# Spinor spherical harmonics and the action of $\boldsymbol\sigma\cdot\hat{\mathbf r}$: solution key

## Premises and conventions

**P1.** $\mathbf L=\mathbf r\times\mathbf p$, $\mathbf S=\tfrac{\hbar}{2}\boldsymbol\sigma$, $\mathbf J=\mathbf L+\mathbf S$, with the standard Pauli matrices, $\sigma_i\sigma_j=\delta_{ij}+i\epsilon_{ijk}\sigma_k$. For vector operators $\mathbf A,\mathbf B$ that commute with $\boldsymbol\sigma$ this gives
$$(\boldsymbol\sigma\cdot\mathbf A)(\boldsymbol\sigma\cdot\mathbf B)=\mathbf A\cdot\mathbf B+i\boldsymbol\sigma\cdot(\mathbf A\times\mathbf B).\tag{1}$$

**P2.** The $Y_l^\mu$ are orthonormal and complete on the unit sphere and carry the Condon–Shortley phase: $L_\pm Y_l^\mu=\hbar\sqrt{(l\mp\mu)(l\pm\mu+1)}\,Y_l^{\mu\pm1}$, $Y_l^\mu(\theta=0)=\delta_{\mu0}\sqrt{(2l+1)/4\pi}$, and $Y_l^\mu\equiv0$ for $|\mu|>l$. Also $\sum_\mu|Y_l^\mu|^2=(2l+1)/4\pi$ (Unsöld's theorem).

**P3.** With $\mathbf n=\hat{\mathbf r}$: $[L_i,n_j]=i\hbar\epsilon_{ijk}n_k$, $\mathbf n\cdot\mathbf L=0$, $\mathbf L\times\mathbf L=i\hbar\mathbf L$.

**Definition.** For a nonzero integer $\kappa$ put $l=|\kappa+\tfrac12|-\tfrac12$, so that $l=\kappa$ for $\kappa>0$ and $l=-\kappa-1$ for $\kappa<0$. For half-integer $m$ with $|m|\le|\kappa|-\tfrac12$,
$$\Omega_{\kappa m}=\begin{pmatrix}a\,Y_l^{m-1/2}\\ b\,Y_l^{m+1/2}\end{pmatrix},\quad a=-\operatorname{sgn}(\kappa)\sqrt{\frac{\kappa+\frac12-m}{2\kappa+1}},\quad b=\sqrt{\frac{\kappa+\frac12+m}{2\kappa+1}}.\tag{2}$$
Abbreviations: $u=\kappa+\tfrac12$, so $|u|=l+\tfrac12$ and $\operatorname{sgn}u=\operatorname{sgn}\kappa$; $\sigma_r=\boldsymbol\sigma\cdot\mathbf n$; $K=\boldsymbol\sigma\cdot\mathbf L+\hbar$.

## (a) Algebra of $K$

By (1) and P3, $(\boldsymbol\sigma\cdot\mathbf L)^2=L^2+i\boldsymbol\sigma\cdot(i\hbar\mathbf L)=L^2-\hbar\,\boldsymbol\sigma\cdot\mathbf L$. Therefore
$$L^2=(\boldsymbol\sigma\cdot\mathbf L)(\boldsymbol\sigma\cdot\mathbf L+\hbar)=K^2-\hbar K .$$
Since $S^2=\tfrac34\hbar^2$,
$$J^2=L^2+\hbar\,\boldsymbol\sigma\cdot\mathbf L+\tfrac34\hbar^2=(K^2-\hbar K)+(\hbar K-\hbar^2)+\tfrac34\hbar^2=K^2-\tfrac14\hbar^2 .$$
An eigenvalue $K=-\hbar\kappa$ thus fixes both $l(l+1)=\kappa(\kappa+1)$ and $j(j+1)=\kappa^2-\tfrac14$. The first has the roots $\kappa=l$ and $\kappa=-(l+1)$. The second gives $j=|\kappa|-\tfrac12$. Hence $\kappa<0$ means $j=l+\tfrac12$ and $\kappa>0$ means $j=l-\tfrac12$: $s_{1/2},p_{1/2},p_{3/2},d_{3/2}$ have $\kappa=-1,+1,-2,+2$. Also $\hbar K=J^2-L^2+\tfrac14\hbar^2$, and $\mathbf J$ commutes with $J^2$ and $L^2$, so $[K,\mathbf J]=0$.

## (b) $\Omega_{\kappa m}$ is a normalised eigenfunction of $J_z$ and $\boldsymbol\sigma\cdot\mathbf L$

*Projection.* The upper component has $L_z+S_z=\hbar(m-\tfrac12)+\tfrac\hbar2$ and the lower $\hbar(m+\tfrac12)-\tfrac\hbar2$, so $J_z\Omega_{\kappa m}=\hbar m\,\Omega_{\kappa m}$.

*Norm.* $a^2=(u-m)/2u$ and $b^2=(u+m)/2u$. Both are non-negative because $|m|\le|u|$, and $a^2+b^2=1$. With $w=\sqrt{u^2-m^2}\ge0$ the product is $ab=-\operatorname{sgn}(u)\,w/2|u|=-w/2u$.

*Eigenvalue.* In matrix form $\boldsymbol\sigma\cdot\mathbf L=\begin{pmatrix}L_z&L_-\\L_+&-L_z\end{pmatrix}$. By P2,
$$L_+Y_l^{m-1/2}=\hbar\sqrt{(l+\tfrac12-m)(l+\tfrac12+m)}\,Y_l^{m+1/2}=\hbar w\,Y_l^{m+1/2},\qquad L_-Y_l^{m+1/2}=\hbar w\,Y_l^{m-1/2}.$$
On the coefficients $(a,b)$ the operator therefore acts as
$$\frac{\boldsymbol\sigma\cdot\mathbf L}{\hbar}\;\to\;-\tfrac12+\begin{pmatrix}m&w\\w&-m\end{pmatrix}.$$
Now $(u+m)a=2ub^2a=b\,(2u\,ab)=-wb$, which is $ma+wb=-ua$. Likewise $(u-m)b=2ua^2b=-wa$, which is $wa-mb=-ub$. So $(a,b)$ is an eigenvector of the matrix with eigenvalue $-u$, and $-\tfrac12-u=-(\kappa+1)$:
$$\boxed{\frac{\boldsymbol\sigma\cdot\mathbf L}{\hbar}\,\Omega_{\kappa m}=-(\kappa+1)\,\Omega_{\kappa m}},\qquad K\,\Omega_{\kappa m}=-\hbar\kappa\,\Omega_{\kappa m}.\tag{3}$$

*Uniqueness.* By (a), $\kappa$ fixes $l$. For given $l$ and $m$ the spinor space is spanned by $(Y_l^{m-1/2},0)$ and $(0,Y_l^{m+1/2})$. For $|m|\le l-\tfrac12$ it is two-dimensional and the matrix has the two distinct eigenvalues $\mp(l+\tfrac12)$, which belong to $\kappa=l$ and $\kappa=-(l+1)$. For $|m|=l+\tfrac12$ it is one-dimensional and holds only $\kappa=-(l+1)$. Each joint eigenspace of $K$ and $J_z$ on the sphere is thus one-dimensional. The count $2l+(2l+2)=2(2l+1)$ shows that the $\Omega_{\kappa m}$ are complete, and they are orthonormal because $K$ and $J_z$ are Hermitian.

## (c) Ladder phases

Part (e) needs the relative phase of different $m$. Since $[K,J_+]=0$, uniqueness gives $J_+\Omega_{\kappa m}=\lambda\,\Omega_{\kappa,m+1}$ for $m<j$, and $J_-J_+=J^2-J_z^2-\hbar J_z$ gives $|\lambda|^2=\hbar^2[j(j+1)-m(m+1)]$. With $J_+=L_++S_+$, where $S_+$ moves the lower component up with the factor $\hbar$,
$$J_+\Omega_{\kappa m}=\hbar\begin{pmatrix}(aw+b)\,Y_l^{m+1/2}\\ b\sqrt{u^2-(m+1)^2}\;Y_l^{m+3/2}\end{pmatrix}.$$
For $\kappa>0$ read the lower line: $b>0$ for every allowed $m$, and the root is positive because $|m+1|\le l-\tfrac12$, so $\lambda>0$. For $\kappa<0$ read the upper line: $aw\ge0$, $b>0$ for $m<j$, and $a^2=(l+\tfrac12+m)/(2l+1)$ is positive at $m+1$ with $a>0$, so again $\lambda>0$. For either sign of $\kappa$,
$$J_+\Omega_{\kappa m}=\hbar\sqrt{j(j+1)-m(m+1)}\;\Omega_{\kappa,m+1}.\tag{4}$$

## (d) Properties of $\sigma_r$

1. $\sigma_r^\dagger=\sigma_r$, and (1) gives $\sigma_r^2=\mathbf n\cdot\mathbf n=1$. The matrix is unitary at every point of the sphere.

2. $[J_k,\sigma_r]=0$. Indeed $[L_k,n_j]\sigma_j=i\hbar\epsilon_{kjl}n_l\sigma_j$ and $\tfrac\hbar2[\sigma_k,\sigma_j]n_j=i\hbar\epsilon_{kjl}\sigma_ln_j$. Exchanging the dummy labels $j,l$ in the second term turns it into minus the first.

3. $K\sigma_r+\sigma_rK=0$. By (1),
$$\{\boldsymbol\sigma\cdot\mathbf L,\sigma_r\}=\mathbf L\cdot\mathbf n+\mathbf n\cdot\mathbf L+i\boldsymbol\sigma\cdot(\mathbf L\times\mathbf n+\mathbf n\times\mathbf L).$$
The scalar terms vanish, since $\mathbf L\cdot\mathbf n=\mathbf n\cdot\mathbf L+\sum_i[L_i,n_i]=0$. In the vector term $(\mathbf n\times\mathbf L)_k=\epsilon_{kij}n_iL_j=-\epsilon_{kij}n_jL_i$, so the sum is $\epsilon_{kij}[L_i,n_j]=i\hbar\,\epsilon_{kij}\epsilon_{ijl}n_l=2i\hbar n_k$. Thus $\{\boldsymbol\sigma\cdot\mathbf L,\sigma_r\}=-2\hbar\sigma_r$, and the term $\{\hbar,\sigma_r\}=2\hbar\sigma_r$ cancels it.

## (e) Action of $\sigma_r$ on $\Omega_{\kappa m}$

*Step 1, proportionality.* From (d3) and (3), $K(\sigma_r\Omega_{\kappa m})=-\sigma_rK\Omega_{\kappa m}=+\hbar\kappa\,\sigma_r\Omega_{\kappa m}$, which is the eigenvalue that belongs to $-\kappa$. From (d2) the projection $m$ is kept. Uniqueness gives $\sigma_r\Omega_{\kappa m}=c_{\kappa m}\Omega_{-\kappa m}$. The value of $j$ is kept and $l$ changes by one, as suits an operator that is odd under inversion.

*Step 2, independence of $m$.* Apply $J_+$, which commutes with $\sigma_r$. By (4) both sides acquire the same nonzero root, because $\kappa$ and $-\kappa$ share $j$. Hence $c_{\kappa,m+1}=c_{\kappa m}$.

*Step 3, the value.* Take $m=\tfrac12$, which exists for every $\kappa$, at $\theta=0$, where $\sigma_r=\sigma_z$. The lower component contains $Y_l^1(0)=0$. In the upper one $a^2=\kappa/(2\kappa+1)=|\kappa|/(2l+1)$, so
$$\Omega_{\kappa,1/2}(\theta=0)=-\operatorname{sgn}(\kappa)\sqrt{\frac{|\kappa|}{4\pi}}\begin{pmatrix}1\\0\end{pmatrix}.\tag{5}$$
The matrix $\sigma_z$ leaves this spinor unchanged, while $\kappa\to-\kappa$ reverses its sign. Therefore $c=-1$:
$$\boxed{(\boldsymbol\sigma\cdot\hat{\mathbf r})\,\Omega_{\kappa m}=-\Omega_{-\kappa m}}.\tag{6}$$
The sign belongs to the phases of (2). Other couplings of $l$ and $s$, or factors $i^l$ in the harmonics, change $c$ by a phase.

*Explicit test.* (2) gives $\Omega_{-1,\pm1/2}=\chi_\pm/\sqrt{4\pi}$, with $\chi_\pm$ the eigenvectors of $\sigma_z$. With $Y_1^0=\sqrt{3/4\pi}\cos\theta$ and $Y_1^1=-\sqrt{3/8\pi}\sin\theta\,e^{i\phi}$,
$$\Omega_{1,1/2}=\begin{pmatrix}-\sqrt{1/3}\,Y_1^0\\ \sqrt{2/3}\,Y_1^1\end{pmatrix}=-\frac1{\sqrt{4\pi}}\begin{pmatrix}\cos\theta\\ \sin\theta\,e^{i\phi}\end{pmatrix}.\tag{7}$$
The column is the first column of $\sigma_r$, so $\Omega_{1,1/2}=-\sigma_r\Omega_{-1,1/2}$, as (6) requires.

## (f) Angular densities

Let $W_{\kappa m}=\Omega^\dagger_{\kappa m}\Omega_{\kappa m}=a^2|Y_l^{m-1/2}|^2+b^2|Y_l^{m+1/2}|^2$, which is independent of $\phi$. By (6) and (d1), point by point,
$$\boxed{W_{-\kappa m}=\Omega_{\kappa m}^\dagger\sigma_r\sigma_r\Omega_{\kappa m}=W_{\kappa m}}.\tag{8}$$
The angular density depends on $j$ and $m$ and not on $l$.

*Spherical if $|\kappa|=1$.* $W_{-1,\pm1/2}=1/4\pi$, and by (8) $W_{1,\pm1/2}=1/4\pi$.

*Only then.* A spherical normalised density equals $1/4\pi$ at the pole. For $|m|\ge\tfrac32$ both harmonics have $\mu\ne0$ and $W(0)=0$. For $m=\tfrac12$, (5) gives $W(0)=|\kappa|/4\pi$, and for $m=-\tfrac12$ the lower component gives the same, with $b^2=\kappa/(2\kappa+1)$. So no single substate with $|\kappa|\ge2$ is spherical.

*Full subshell.* In $\sum_mW_{\kappa m}$ the function $|Y_l^\mu|^2$ receives $a^2$ at $m=\mu+\tfrac12$ and $b^2$ at $m=\mu-\tfrac12$, together $(2u-1)/2u=2|\kappa|/(2l+1)$. For $\kappa>0$ and $\mu=\pm l$ one of the two values of $m$ lies outside the range, but its coefficient is zero there. P2 then gives $\sum_mW_{\kappa m}=2|\kappa|/4\pi$.

*Example $|\kappa|=2$.* $\Omega_{-2,1/2}=(2\cos\theta,\,-\sin\theta\,e^{i\phi})^T/\sqrt{8\pi}$ and $\Omega_{-2,3/2}=(Y_1^1,0)^T$ give
$$W_{\pm2,1/2}=\frac{1+3\cos^2\theta}{8\pi},\qquad W_{\pm2,3/2}=\frac{3\sin^2\theta}{8\pi}.$$

## (g) Consequence for the Dirac equation

Take $H=c\,\boldsymbol\alpha\cdot\mathbf p+\beta m_ec^2+V(r)$ in the standard representation, so that the upper and lower halves obey $c\,\boldsymbol\sigma\cdot\mathbf p\,\psi_B=(E-V-m_ec^2)\psi_A$ and $c\,\boldsymbol\sigma\cdot\mathbf p\,\psi_A=(E-V+m_ec^2)\psi_B$. From (1), $\sigma_r\,\boldsymbol\sigma\cdot\mathbf p=-i\hbar\partial_r+i\boldsymbol\sigma\cdot\mathbf L/r$. Multiplying by $\sigma_r$ and using (3) and then (6),
$$\boldsymbol\sigma\cdot\mathbf p\,\frac{P}{r}\Omega_{\kappa m}=-i\hbar\,\sigma_r\Big[\frac{P'}{r}-\frac{P}{r^2}+\frac{(\kappa+1)P}{r^2}\Big]\Omega_{\kappa m}=\frac{i\hbar}{r}\Big(P'+\frac{\kappa P}{r}\Big)\Omega_{-\kappa m}.$$
The ansatz $\psi=r^{-1}(P\,\Omega_{\kappa m},\,iQ\,\Omega_{-\kappa m})^T$ therefore closes. The same formula with $\kappa\to-\kappa$ acts on the lower half and yields $-\hbar r^{-1}(Q'-\kappa Q/r)\Omega_{\kappa m}$, so that
$$P'+\frac{\kappa}{r}P=\frac{E-V+m_ec^2}{\hbar c}Q,\qquad Q'-\frac{\kappa}{r}Q=-\frac{E-V-m_ec^2}{\hbar c}P,\tag{9}$$
with real $P,Q$. By (8) the four-component density factorises:
$$\psi^\dagger\psi=\frac{P^2W_{\kappa m}+Q^2W_{-\kappa m}}{r^2}=\frac{P^2+Q^2}{r^2}\,W_{\kappa m}(\theta).\tag{10}$$

## (h) Range of validity

- Equations (2)–(8) are exact identities on the sphere for the stated phases. They involve no potential and no expansion in $1/c$.
- Equations (9) and (10) need a central $V(r)$ of any radial form. A crystal field, a bond or an external field mixes different $\kappa$.
- For $|\kappa|=1$ any normalised superposition of $m=\pm\tfrac12$ is spherical too, since $\Omega_{1}=-\sigma_r\chi/\sqrt{4\pi}$ for any unit spinor $\chi$.
- Only the charge density is spherical. From $\sigma_r\boldsymbol\sigma\sigma_r=2\mathbf n\,\sigma_r-\boldsymbol\sigma$ the spin density of (7) is $\Omega^\dagger\boldsymbol\sigma\,\Omega=(2\mathbf n\cos\theta-\hat{\mathbf z})/4\pi$, with $\langle\sigma_z\rangle=\tfrac23-1=-\tfrac13$.
- Electron correlation does not spoil the sphere in a free atom with $J=\tfrac12$, definite parity and a spinless nucleus. A multipole of rank $k$ of the charge density has zero expectation value for $k>2J=1$ by the Wigner–Eckart triangle rule, and $k=1$ is odd under inversion.

## (i) Illustration: the $6p_{1/2}$ electron of ground-state Tl

Thallium ($Z=81$) has the ground level $6s^26p\;{}^2P_{1/2}$. The model is one electron with $\kappa=+1$, $m=\tfrac12$ outside closed subshells, each spherical by (f).

**Angular part.** By (7) the large component has the spin-up density $\cos^2\theta/4\pi$ and the spin-down density $\sin^2\theta/4\pi$. The table lists $4\pi W$.

| $\theta$ | $p_{1/2}$ up | $p_{1/2}$ down | $p_{1/2}$ total | $p_{3/2}$, $m=\frac12$ | $p_{3/2}$, $m=\frac32$ |
|---|---|---|---|---|---|
| $30^\circ$ | 0.750 | 0.250 | 1.000 | 1.625 | 0.375 |
| $45^\circ$ | 0.500 | 0.500 | 1.000 | 1.250 | 0.750 |
| $60^\circ$ | 0.250 | 0.750 | 1.000 | 0.875 | 1.125 |

The $6p_{1/2}$ density is $W=1/4\pi=0.0796\ \mathrm{sr}^{-1}$ in every direction, with no nodal plane.

**Radial weights.** The partner of the large component is $\Omega_{-1,m}$, of $s$ type. For a point nucleus $V\to-Z\alpha\hbar c/r$, and $P,Q\propto r^\gamma$ in (9) gives $(\gamma+\kappa)P=Z\alpha Q$ and $(\gamma-\kappa)Q=-Z\alpha P$, hence $\gamma^2=\kappa^2-(Z\alpha)^2$. Here $Z\alpha=0.591$, $\gamma=0.807$, $Q/P=(1+\gamma)/Z\alpha=3.06$, and
$$\frac{Q^2}{P^2+Q^2}=\frac{(1+\gamma)^2}{(1+\gamma)^2+1-\gamma^2}=\frac{1+\gamma}{2}=0.90 .$$
This is the point-nucleus limit, and its window is narrow. At $r=40$ fm the dropped mass terms are of relative order $r/(\hbar/m_ec)=0.10$, with $\hbar/m_ec=386$ fm, and a nuclear radius $R$ of typically 7 fm admixes the $r^{-\gamma}$ solution at order $(R/r)^{2\gamma}=0.06$. Far out, (9) with $V\to0$ gives $Q^2/P^2=\varepsilon/(2m_ec^2-\varepsilon)$, which is $6\times10^{-6}$ for a binding energy $\varepsilon=m_ec^2-E$ of approximately 6 eV. The weight passes from mostly $s$ type to almost purely $p$ type, and by (10) the density is spherical at every radius.

**Departure in a magnetic field.** Take $H'=\mu_BB(J_z+S_z)/\hbar$ with $g_s=2$, acting on the large components. Only $S_z$ connects the two $6p$ levels. From the explicit spinors,
$$\langle\Omega_{-2,1/2}|\tfrac12\sigma_z|\Omega_{1,1/2}\rangle=\frac12\int\frac{-2\cos^2\theta-\sin^2\theta}{4\sqrt2\,\pi}\,d\Omega=-\frac{\sqrt2}{3},$$
$$\Omega^\dagger_{-2,1/2}\Omega_{1,1/2}=\frac{\sin^2\theta-2\cos^2\theta}{4\sqrt2\,\pi}=-\frac{\sqrt2}{4\pi}P_2(\cos\theta).$$
With the fine-structure interval $\Delta=E_{3/2}-E_{1/2}$ and equal radial functions, first-order perturbation theory admixes $\Omega_{-2,1/2}$ with the amplitude $\eta=+\sqrt2\,\mu_BB/3\Delta$, and
$$4\pi W=1-2\sqrt2\,\eta\,P_2(\cos\theta)=1-\frac{4\mu_BB}{3\Delta}P_2(\cos\theta).$$
For $m=-\tfrac12$ the matrix element is the same and the product of spinors changes sign, so the distortion is reversed. Take $B=10$ T and $\Delta\approx7800\ \mathrm{cm^{-1}}$, an approximate input that gives the model the typical spin-orbit splitting of Tl. Then $\mu_BB=4.67\ \mathrm{cm^{-1}}$, the coupling has the magnitude $2.20\ \mathrm{cm^{-1}}$, and $\eta=2.8\times10^{-4}$.

The neglected terms are smaller than this coupling. The diamagnetic energy $e^2B^2\langle r^2\rangle/8m_e$ is $7\times10^{-4}\ \mathrm{cm^{-1}}$ for an approximate $\langle r^2\rangle=15\,a_0^2$. The nuclear spin is $I=\tfrac12$, with a ground-level hyperfine splitting $A$ of typically $0.7\ \mathrm{cm^{-1}}$. The nonrelativistic operator $a_{\rm hf}\,[\mathbf L-\mathbf S+3\mathbf n(\mathbf S\cdot\mathbf n)]\cdot\mathbf I/\hbar^2$ has for the $z$ component of the bracket, in units of $\hbar$, the diagonal element $\tfrac43$ in (7), so $A=\tfrac83a_{\rm hf}$, and the off-diagonal element $\sqrt2/6$. The coupling at $|m_I|=\tfrac12$ is then $\sqrt2A/32=0.03\ \mathrm{cm^{-1}}$, an estimate of the order only for so heavy an atom. The $6p_{1/2}$ orbital is more compact than $6p_{3/2}$, and a radial overlap $s<1$ enters twice, as $s^2$, which typically lowers the result by a few per cent. The response of the core is not included, so the number refers to the valence electron and deserves one figure.

The model's result is $4\pi W=1\mp8\times10^{-4}P_2(\cos\theta)$ for $m=\pm\tfrac12$ at 10 T: slightly oblate for $m=+\tfrac12$, slightly prolate for $m=-\tfrac12$, and exactly spherical at zero field in the central-field model.